**Margin 1, conventions.** Two electrons of charge $-e$ move in a plane, with $\mathbf B=B\hat z$, symmetric gauge, one valley, Zeeman term omitted:
$$H=\sum_{i}\Big[\frac{p_i^2}{2m^*}+\tfrac12m^*\Omega^2r_i^2\Big]+\frac{\omega_c}{2}L_z+\frac{e^2}{4\pi\epsilon_0\epsilon\,r_{12}},$$
with $\omega_c=eB/m^*$ and $\Omega^2=\omega_0^2+\omega_c^2/4$. Lengths are in $l=\sqrt{\hbar/m^*\Omega}$, and $\lambda=l/a^*$ with $a^*=4\pi\epsilon_0\epsilon\hbar^2/m^*e^2$.

**Margin 2, a wrong attempt; line (a) is false.** Put $\mathbf R=(\mathbf r_1+\mathbf r_2)/2$ (mass $2m^*$) and $\mathbf r=\mathbf r_1-\mathbf r_2$ (mass $m^*/2$).

(a) The centre of mass is unexcited, so $E_{\rm cm}=0$.

(b) Without the $L_z$ term, $H_{\rm rel}/\hbar\Omega=-\nabla^2+r^2/4+\lambda/r$. Insert $e^{im\phi}r^{|m|}e^{-r^2/4}\sum_n a_nr^n$ with eigenvalue $\varepsilon$ and $a_{-1}=0$:
$$n(n+2|m|)a_n=\lambda a_{n-1}+(|m|+n-1-\varepsilon)a_{n-2}.$$

(c) $n=1$ gives $a_1/a_0=\lambda/(2|m|+1)$. Termination needs $a_2=a_3=0$. Then $n=3$ gives $\varepsilon=|m|+2$, and $n=2$ gives $\lambda a_1=a_0$, so $\lambda=\sqrt{2|m|+1}$.

(d) For $m=-|m|$, **wrongly**, $E_{\rm wrong}=(|m|+2)\hbar\Omega-|m|\hbar\omega_c/2$.

**Margin 3, the symptom.** Without interaction, the lowest state of relative angular momentum $-|m|$ has $\hbar\Omega+(|m|+1)\hbar\Omega-|m|\hbar\omega_c/2$, which is exactly $E_{\rm wrong}$. A positive repulsion $V$ must raise it, since $E=\langle H_0\rangle+\langle V\rangle$ and $\langle H_0\rangle$ cannot fall below that value. For $m=0$, $\lambda=1$,
$$\frac{\langle V\rangle}{\hbar\Omega}=\frac{2+\sqrt{2\pi}}{3+\sqrt{2\pi}}=0.818,$$
so $E=2\hbar\Omega$ would leave $\langle H_0\rangle=1.182\,\hbar\Omega$, below the floor $2\hbar\Omega$. The second electron would also cost no more than the first: $E(2)-2E(1)=0$, as $E(1)=\hbar\Omega$.

**Margin 4, the faulty line.** Line (a) confuses unexcited with zero. The centre of mass is a two-dimensional oscillator of frequency $\Omega$; its ground state $e^{-R^2}$ carries $2\times\hbar\Omega/2$. The slip hides in level spacings at fixed $B$ and $\omega_0$, where this term cancels.

**Margin 5, mended.** Lines (b) and (c) stand. Since $R^2+r^2/4=(r_1^2+r_2^2)/2$,
$$\Psi\propto e^{-i|m|\phi}r^{|m|}\Big(1+\frac{\lambda r}{2|m|+1}\Big)e^{-(r_1^2+r_2^2)/2},$$
$$E=(|m|+3)\hbar\Omega-|m|\hbar\omega_c/2,$$
the simplest of Taut's (1994) solutions. The radial factor is nodeless, so this is the lowest state of its $m$, a singlet for even $m$ and a triplet for odd $m$. For $m=0$, $3\hbar\Omega$ lies between the floor and the variational ceiling from the non-interacting state, $(2+\sqrt{\pi/2})\hbar\Omega=3.253\,\hbar\Omega$, and $E(2)-2E(1)=\hbar\Omega$.

**Margin 6, size in silicon.** Take the typical in-plane mass $m^*=0.19\,m_e$ and $\epsilon=11.7$ (compiled value, Ioffe Institute, 300 K). Then $a^*=3.26$ nm and $E_h^*=\hbar^2/m^*a^{*2}=37.77$ meV. The solvability condition fixes $\hbar\Omega=E_h^*/(2|m|+1)$. At 10 T, $\hbar\omega_c=6.09$ meV. The model gives, in meV:

| $m$ | $B$ (T) | $l$ (nm) | $\hbar\omega_0$ | $\hbar\Omega$ | $E_{\rm wrong}$ | $E$ | too low by |
|---|---|---|---|---|---|---|---|
| 0 | 0 | 3.26 | 37.8 | 37.8 | 75.5 | 113 | 33 % |
| $-1$ | 0 | 5.64 | 12.6 | 12.6 | 37.8 | 50.4 | 25 % |
| $-1$ | 10 | 5.64 | 12.2 | 12.6 | 34.7 | 47.3 | 27 % |

The error is always $\hbar\Omega$, here 438 K or 146 K in units of $k_B$. The omitted Zeeman shift of the polarised triplet, $g\mu_BB=1.16$ meV at 10 T for $g\approx2$, is an order of magnitude smaller.

**Margin 7, how far to trust it.** These are the model's numbers. Gate-defined silicon dots typically have $\hbar\omega_0$ of a few meV, so the $m=0$ point is roughly ten times stiffer than typical and the $m=-1$ point several times stiffer. Layer thickness and image charges at a planar oxide change the interaction and spoil the closed form. The lost $\hbar\Omega$ survives them, because the centre of mass separates for any interaction that depends on $\mathbf r_1-\mathbf r_2$ alone.